**Forecasting 6s removal energies from Tm to Ta by 4f and 5d screening trends**

The table holds the energy needed to take spherical all-electron atoms from 6s² to half a spin-up 6s electron, with the two 6s eigenvalues of the resulting ion, at the scalar-relativistic, spin-polarised r2SCAN level. The program fits the known rows alone: a line in the square root of the energy for the late 4fⁿ 6s² rows, three extrapolation routes for Lu, and a polynomial in the 5d count for Hf and Ta. It prints each forecast with its bar, the computed value and the miss, along with slopes, spin splittings and a Janak trapezoid check on Ir. The costs of Tm and Yb are met to 0.001 eV, while Lu is underestimated by 0.067 eV, with all three routes too low, and this shortfall carries into Hf and Ta. Pb and Bi, excited configurations left out of the fits, lie 7.75 and 11.48 eV above the continued 5d line.

Spherical all-electron atoms from radks 1 (radial solver with Libxc): generalised Kohn-Sham, r2SCAN, scalar-relativistic, spin-polarised, Fermi nuclear charge distribution. The 6s shell holds 0.5 spin-up and 0 spin-down electrons, and other open shells are unpolarised. Energies are relative to the 6s² atom, and the eigenvalues are those of 6s.

## The fit in Python

```python
# Table: radks spherical all-electron atoms, r2SCAN, scalar-relativistic, 6s set to 0.5 up / 0 down:
# energy against 6s2 and the 6s eigenvalues (eV). Tested: forecasts of Tm, Yb, Lu, Hf, Ta from 4f and 5d screening trends.
T = {
    'ion': ['Ba', 'La', 'Ce', 'Pr', 'Nd', 'Pm', 'Sm', 'Eu', 'Gd', 'Tb', 'Dy', 'Ho', 'Tm', 'Yb', 'Lu', 'Hf', 'Ta', 'W', 'Os', 'Ir', 'Hg', 'Pb', 'Bi'],
    'Z': [56, 57, 58, 59, 60, 61, 62, 63, 64, 65, 66, 67, 69, 70, 71, 72, 73, 74, 76, 77, 80, 82, 83],
    'configuration': ['[Xe] 6s2', '[Xe] 5d1 6s2', '[Xe] 4f1 5d1 6s2', '[Xe] 4f3 6s2', '[Xe] 4f4 6s2', '[Xe] 4f5 6s2', '[Xe] 4f6 6s2', '[Xe] 4f7 6s2', '[Xe] 4f7 5d1 6s2', '[Xe] 4f9 6s2', '[Xe] 4f10 6s2', '[Xe] 4f11 6s2', '[Xe] 4f13 6s2', '[Xe] 4f14 6s2', '[Xe] 4f14 5d1 6s2', '[Xe] 4f14 5d2 6s2', '[Xe] 4f14 5d3 6s2', '[Xe] 4f14 5d4 6s2', '[Xe] 4f14 5d6 6s2', '[Xe] 4f14 5d7 6s2', '[Xe] 4f14 5d10 6s2', '[Xe] 4f14 5d10 6s2 6p2', '[Xe] 4f14 5d10 6s2 6p3'],
    'nuclear_rms_radius': [4.838, 4.855, 4.877, 4.892, 4.912, 4.962, 5.082, 5.112, 5.157, 5.06, 5.222, 5.202, 5.226, 5.311, 5.37, 5.347, 5.351, 5.366, 5.413, 5.403, 5.465, 5.501, 5.521],  # fm
    'energy_change': [9.4039, 10.514, 10.706, 10.093, 10.244, 10.388, 10.528, 10.665, 11.743, 10.937, 11.072, 11.207, 11.481, 11.619, 12.995, 14.046, 14.915, 15.666, 16.935, 17.493, 18.982, 27.725, 31.954],  # eV
    'spin_up_eigenvalue': [-9.9343, -10.864, -11.058, -10.604, -10.767, -10.924, -11.075, -11.224, -12.096, -11.517, -11.662, -11.807, -12.099, -12.246, -13.296, -14.223, -15.012, -15.715, -16.973, -17.543, -19.085, -25.423, -28.589],  # eV
    'spin_down_eigenvalue': [None, -9.9398, -10.14, -9.4023, -9.5751, -9.7345, -9.8863, -10.034, -11.174, -10.322, -10.465, -10.607, -10.895, -11.041, -12.371, -13.335, -14.152, -14.879, -16.151, -16.718, -18.241, -24.65, -27.764],  # eV
}
HELD = [12, 13, 14, 15, 16]  # rows withheld from the fit
import numpy as np
from scipy.constants import physical_constants as pc
from scipy.interpolate import CubicSpline
Ry = pc['Rydberg constant times hc in eV'][0]
cols = ['energy_change', 'spin_up_eigenvalue', 'spin_down_eigenvalue']
lab = ['removal cost', 'minus 6s up eigenvalue', 'minus 6s down eigenvalue']
Z = {s: int(z) for s, z in zip(T['ion'], T['Z'])}
get = lambda c, i: None if T[c][i] is None else abs(float(T[c][i]))
K = [{s: get(c, i) for i, s in enumerate(T['ion']) if i not in HELD} for c in cols]  # known rows only
F = ['Pr', 'Nd', 'Pm', 'Sm', 'Eu', 'Tb', 'Dy', 'Ho']; D = ['W', 'Os', 'Ir', 'Hg']
z = lambda L: np.array([Z[s] for s in L], float)
fmt = lambda a: ' '.join('%.3f' % v for v in a)
thru = lambda x, y, x0: float(np.polyval(np.polyfit(x, y, len(x) - 1), x0))
print('All energies in eV; table rounding up to 0.0005 eV')
P = []; sl = []; swp = []
for c, l, k in zip(cols, lab, K):
    y = lambda L: np.array([k[s] for s in L])
    sq = lambda L, z0: float(np.polyval(np.polyfit(z(L) - 60, np.sqrt(y(L)), 1), z0 - 60))**2
    sf = np.diff(y(F)) / np.diff(z(F)); sd = np.diff(y(D)) / np.diff(z(D)); sl.append((sf, sd))
    q = np.polyfit(z(F) - 60, y(F), 2)
    bt = [sq(F[2:5], 65) - k['Tb'], sq(F[2:5], 66) - k['Dy']]
    p = {}; b = {}
    for s, e in zip(['Tm', 'Yb'], bt):
        p[s] = sq(F[5:], Z[s]); b[s] = max(abs(e), abs(p[s] - np.polyval(q, Z[s] - 60)))
    sCe = k['Ce'] - thru(z(F[:3]) - 60, y(F[:3]), -2); sGd = k['Gd'] - (k['Eu'] + k['Tb']) / 2
    swp.append((sCe, sGd)); nd = list(z(D) - 70); yd = list(y(D))
    r = [sq(F[5:], 71) + sGd + (sGd - sCe) * 7 / 6, k['Gd'] + (k['Gd'] - k['Ce']) * 7 / 6,
         thru([0] + nd, [p['Yb']] + yd, 1)]
    p['Lu'] = float(np.mean(r)); b['Lu'] = max(max(r) - min(r), 0.10)
    x = [0, 1] + nd; v = [p['Yb'], p['Lu']] + yd
    bo = thru(x[:3] + x[4:], v[:3] + v[4:], 6) - k['Os']
    for s, n in [('Hf', 2), ('Ta', 3)]:
        p[s] = thru(x, v, n)
        sh = thru(x, [v[0], v[1] + b['Lu']] + yd, n) - p[s]
        b[s] = abs(sh) + abs(float(CubicSpline(x, v)(n)) - p[s]) + abs(bo)
    P.append(p)
    print('== ' + l)
    print('slope per element, 4f rows Pr-Ho: ' + fmt(sf) + ' | 5d rows W-Hg: ' + fmt(sd))
    print('4f to 5d swap at Ce, Gd: %.3f %.3f | Lu by swap, Ce-Gd line, 5d curve: %s' % (sCe, sGd, fmt(r)))
    print('back-tests (model - table): Tb, Dy from Pm-Eu %+.3f %+.3f; Os left out %+.3f' % (bt[0], bt[1], bo))
    for i in HELD:
        s = T['ion'][i]; a = get(c, i)
        t = 'not available' if a is None else '%.3f miss %+.3f (%.2f bars)' % (a, p[s] - a, abs(p[s] - a) / b[s])
        print('%s predicted %.3f +- %.3f computed %s' % (s, p[s], b[s], t))
E, U, W = K
print('== further readings')
ze = lambda s: 6 * np.sqrt(U[s] / Ry)
print('Zeff (n=6, up level) gain per element: Pr-Ho %.3f, W-Hg %.3f' % ((ze('Ho') - ze('Pr')) / 8, (ze('Hg') - ze('W')) / 6))
for L in (F, ['La', 'Ce', 'Gd'], D + ['Pb', 'Bi']):
    print('up/down splitting: ' + ' '.join('%s %.3f' % (s, U[s] - W[s]) for s in L))
hs = [T['ion'][i] for i in HELD]
print('splitting predicted: ' + ' '.join('%s %.3f' % (s, P[1][s] - P[2][s]) for s in hs))
print('splitting computed: ' + ' '.join('%s %.3f' % (T['ion'][i], get(cols[1], i) - get(cols[2], i)) for i in HELD if get(cols[1], i) and get(cols[2], i)))
print('cost steps Tm-Yb-Lu-Hf-Ta-W predicted: ' + fmt(np.diff([P[0][s] for s in hs] + [E['W']])))
act = [get(cols[0], i) for i in HELD]
if None not in act: print('cost steps Tm-Yb-Lu-Hf-Ta-W computed: ' + fmt(np.diff(act + [E['W']])))
e0 = 6.53802  # minus 6s eigenvalue (eV) of the Ir 6s2 reference, further output of the same calculation
j = 0.5 * (e0 + U['Ir']) / 2 + (e0 + W['Ir']) / 2
print('Ir Janak trapezoid %.3f, table %.3f, difference %+.3f' % (j, E['Ir'], j - E['Ir']))
print('Ba cost minus quadratic through Pr-Pm: %+.3f' % (E['Ba'] - thru(z(F[:3]) - 60, [E[s] for s in F[:3]], -4)))
print('Pb, Bi cost minus Ir-Hg line: ' + fmt([E[s] - E['Hg'] - sl[0][1][-1] * (Z[s] - 80) for s in ('Pb', 'Bi')]))
print('Ba: rough recalled IE1 + IE2/2 = %.1f, table %.2f' % (5.2 + 10 / 2, E['Ba']))  # rough recalled values
assert all((a > 0).all() and (d > 0).all() for a, d in sl)
assert sl[0][1].min() > 3 * sl[0][0].max()
assert all(a > 0 and g > 0 for a, g in swp)
assert min(U[s] - W[s] for s in F) > max(U[s] - W[s] for s in ['La', 'Ce', 'Gd'] + D)
```

Output:

```
All energies in eV; table rounding up to 0.0005 eV
== removal cost
slope per element, 4f rows Pr-Ho: 0.151 0.144 0.140 0.137 0.136 0.135 0.135 | 5d rows W-Hg: 0.634 0.558 0.496
4f to 5d swap at Ce, Gd: 0.771 0.942 | Lu by swap, Ce-Gd line, 5d curve: 12.899 12.953 12.932
back-tests (model - table): Tb, Dy from Pm-Eu +0.009 +0.016; Os left out +0.001
Tm predicted 11.480 +- 0.019 computed 11.481 miss -0.001 (0.03 bars)
Yb predicted 11.618 +- 0.031 computed 11.619 miss -0.001 (0.02 bars)
Lu predicted 12.928 +- 0.100 computed 12.995 miss -0.067 (0.67 bars)
Hf predicted 14.005 +- 0.083 computed 14.046 miss -0.041 (0.49 bars)
Ta predicted 14.903 +- 0.035 computed 14.915 miss -0.012 (0.35 bars)
== minus 6s up eigenvalue
slope per element, 4f rows Pr-Ho: 0.163 0.157 0.151 0.149 0.146 0.145 0.145 | 5d rows W-Hg: 0.629 0.570 0.514
4f to 5d swap at Ce, Gd: 0.623 0.726 | Lu by swap, Ce-Gd line, 5d curve: 13.243 13.307 13.294
back-tests (model - table): Tb, Dy from Pm-Eu +0.012 +0.020; Os left out +0.004
Tm predicted 12.101 +- 0.021 computed 12.099 miss +0.002 (0.08 bars)
Yb predicted 12.249 +- 0.035 computed 12.246 miss +0.003 (0.08 bars)
Lu predicted 13.281 +- 0.100 computed 13.296 miss -0.015 (0.15 bars)
Hf predicted 14.191 +- 0.083 computed 14.223 miss -0.032 (0.38 bars)
Ta predicted 14.996 +- 0.035 computed 15.012 miss -0.016 (0.46 bars)
== minus 6s down eigenvalue
slope per element, 4f rows Pr-Ho: 0.173 0.159 0.152 0.148 0.144 0.143 0.142 | 5d rows W-Hg: 0.636 0.567 0.508
4f to 5d swap at Ce, Gd: 0.924 0.996 | Lu by swap, Ce-Gd line, 5d curve: 12.269 12.380 12.257
back-tests (model - table): Tb, Dy from Pm-Eu +0.017 +0.028; Os left out -0.013
Tm predicted 10.896 +- 0.033 computed 10.895 miss +0.001 (0.04 bars)
Yb predicted 11.042 +- 0.055 computed 11.041 miss +0.001 (0.02 bars)
Lu predicted 12.302 +- 0.124 computed 12.371 miss -0.069 (0.56 bars)
Hf predicted 13.307 +- 0.123 computed 13.335 miss -0.028 (0.23 bars)
Ta predicted 14.146 +- 0.063 computed 14.152 miss -0.006 (0.09 bars)
== further readings
Zeff (n=6, up level) gain per element: Pr-Ho 0.037, W-Hg 0.110
up/down splitting: Pr 1.202 Nd 1.192 Pm 1.189 Sm 1.189 Eu 1.190 Tb 1.195 Dy 1.197 Ho 1.200
up/down splitting: La 0.924 Ce 0.918 Gd 0.922
up/down splitting: W 0.836 Os 0.822 Ir 0.825 Hg 0.844 Pb 0.773 Bi 0.825
splitting predicted: Tm 1.205 Yb 1.207 Lu 0.979 Hf 0.884 Ta 0.850
splitting computed: Tm 1.204 Yb 1.205 Lu 0.925 Hf 0.888 Ta 0.860
cost steps Tm-Yb-Lu-Hf-Ta-W predicted: 0.138 1.309 1.077 0.898 0.763
cost steps Tm-Yb-Lu-Hf-Ta-W computed: 0.138 1.376 1.051 0.869 0.751
Ir Janak trapezoid 17.648, table 17.493, difference +0.155
Ba cost minus quadratic through Pr-Pm: -0.194
Pb, Bi cost minus Ir-Hg line: 7.750 11.483
Ba: rough recalled IE1 + IE2/2 = 10.2, table 9.40
```
